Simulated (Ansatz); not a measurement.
## Ni: energy above lowest point against volume scale

Free energy against uniform scaling of the volume at fixed shape and fractions; periodic cell, basis, potentials, k mesh and filling as listed. The results are calculated, by Ansatz 0.2.0.

The cell before it is scaled or strained (space group P6_3/mmc, No. 194):
```
cell vectors (Å)
   2.4480     0.0000     0.0000
  -1.2240     2.1201     0.0000
   0.0000     0.0000     4.0728
atoms (fractions of the cell vectors)
Ni  0.33333  0.66667  0.25000
Ni  0.66667  0.33333  0.75000
```

Settings of every row: functional PBEsol; dispersion none; potentials PAW; wave cutoff 421.78 eV; density cutoff 1687.1 eV; k mesh 13x13x7; k shift 0x0x0; occupations fermi dirac; smearing width 0.1 eV; spin collinear.

Limits: coarse k mesh, up to 40 meV an atom off; the cell comes from a prototype or a list of computed structures and needn't be the stable phase.

```
row  volume scale  V (Å³/atom)  energy above lowest point (meV/atom)
  1          0.92        9.723                                  37.9
  2        0.9467       10.006                                     ?
  3        0.9733       10.287                                   0.2
  4             1       10.569                                     0
  5        1.0267       10.851                                   9.8
  6        1.0533       11.132                                  28.1
  7          1.08       11.414                                  53.7
```

Question: what energy above lowest point should row 2 give?

Worked fit of energy above lowest point. Take u = (V_r/V)^(2/3) − 1 with V_r = 10.71 Å³ an atom, which is twice the finite (Eulerian) strain; such expansions in the strain, on which the Birch-Murnaghan equation of state is built, carry the rest volume and the bulk modulus. The shown rows have u = 0.06658, 0.02723, 0.00887, -0.00868, -0.02543, -0.04155. Least squares give energy above lowest point = 3.75 − 562.8 × u + 15685 × u² + 7085 × u³ meV/atom; a parabola predicts inner rows, each left out in turn, worse (root mean square 0.33 against 0.017 meV/atom). All shown rows lie on it to the printed digit. Its lowest point lies at u = 0.0177, or V = 10.43 Å³ an atom, and the curvature there gives the bulk modulus at fixed shape and fractions, B = (4/9)(1 + u)² E″(u)/V = 227 GPa. Letting shape and atoms relax would as a rule lower it, by much in layered, chain or molecular crystals. The withheld row has u = 0.04637, so the fit gives 3.75 − 562.8 × (0.04637) + 15685 × (0.04637)² + 7085 × (0.04637)³ = 12.1 meV/atom.

The calculation gave 12.2 meV/atom. The fit lies 0.1 meV/atom (0.19 % of the column's range) below it, one unit of the last digit.
